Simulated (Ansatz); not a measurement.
# A series in volume scale on Ga

Periodic Kohn-Sham DFT of a crystal at fixed atoms, scaled to volume_scale times the given cell; pressure positive in compression, energy less spherical unpolarised free atoms, largest_vzz the field gradient of largest size among the nuclei. The results are calculated, by Ansatz 0.2.0.

The cell before it is scaled or strained (space group I4/mmm, No. 139):
```
cell vectors (Å)
  -1.4040     1.4040     2.2290
   1.4040    -1.4040     2.2290
   1.4040     1.4040    -2.2290
atoms (fractions of the cell vectors)
Ga  0.00000  0.00000  0.00000
```

Settings of every row: method all-electron PAW; functional PBEsol; relativity scalar; k mesh 16x16x16; filling fermi-dirac; smearing width 0.03 eV; nucleus gaussian.

Atom start moment: 0 on all atoms.

Limits: no gap: field gradients move with the k mesh.

| row | volume scale | V (Å³/atom) | pressure (GPa) | largest V_zz (1e21 V/m^2) |
| --- | --- | --- | --- | --- |
| 1 | 0.94 | 16.521 | 5.111 | 2.499 |
| 2 | 0.96 | 16.872 | 3.463 | 2.412 |
| 3 | 0.98 | 17.224 | 1.99 | 2.313 |
| 4 | 0.99 | 17.4 | 1.302 | 2.266 |
| 5 | 1 | 17.575 | ? | ? |
| 6 | 1.01 | 17.751 | 0.018 | 2.183 |
| 7 | 1.02 | 17.927 | -0.577 | 2.147 |
| 8 | 1.04 | 18.278 | -1.674 | 2.082 |
| 9 | 1.06 | 18.63 | -2.654 | 2.023 |

Question: what pressure should row 5 give?

Worked fit of pressure. Take u = (V_r/V)^(2/3) − 1 with V_r = 17.575 Å³ an atom, which is twice the finite (Eulerian) strain; such expansions in the strain, on which the Birch-Murnaghan equation of state is built, carry the rest volume and the bulk modulus. The shown rows have u = 0.04209, 0.02759, 0.01354, 0.00669, -0.00662, -0.01313, -0.02581, -0.03812. Least squares give pressure = 0.6427 + 95.853 × u + 243.42 × u² GPa; a straight line predicts inner rows, each left out in turn, worse (root mean square 0.12 against 0.0078 GPa). The rows lie off it by 0.003, -0.010, 0.005, 0.007, -0.001, -0.003, -0.005, 0.003 (root mean square 0.0053 GPa). The pressure vanishes at u = -0.0068, or V = 17.76 Å³ an atom, and there the bulk modulus at fixed shape and fractions is B = −V dP/dV = (2/3)(1 + u) dP/du = 61.3 GPa. Letting shape and atoms relax would as a rule lower it, by much in layered, chain or molecular crystals. The withheld row has u = 0, so the fit gives 0.6427 + 95.853 × (0) + 243.42 × (0)² = 0.643 GPa.

The calculation gave 0.644 GPa. The fit lies 0.001 GPa (0.013 % of the column's range) below it, one unit of the last digit.

The other values of row 5: largest V_zz 2.222 1e21 V/m^2.
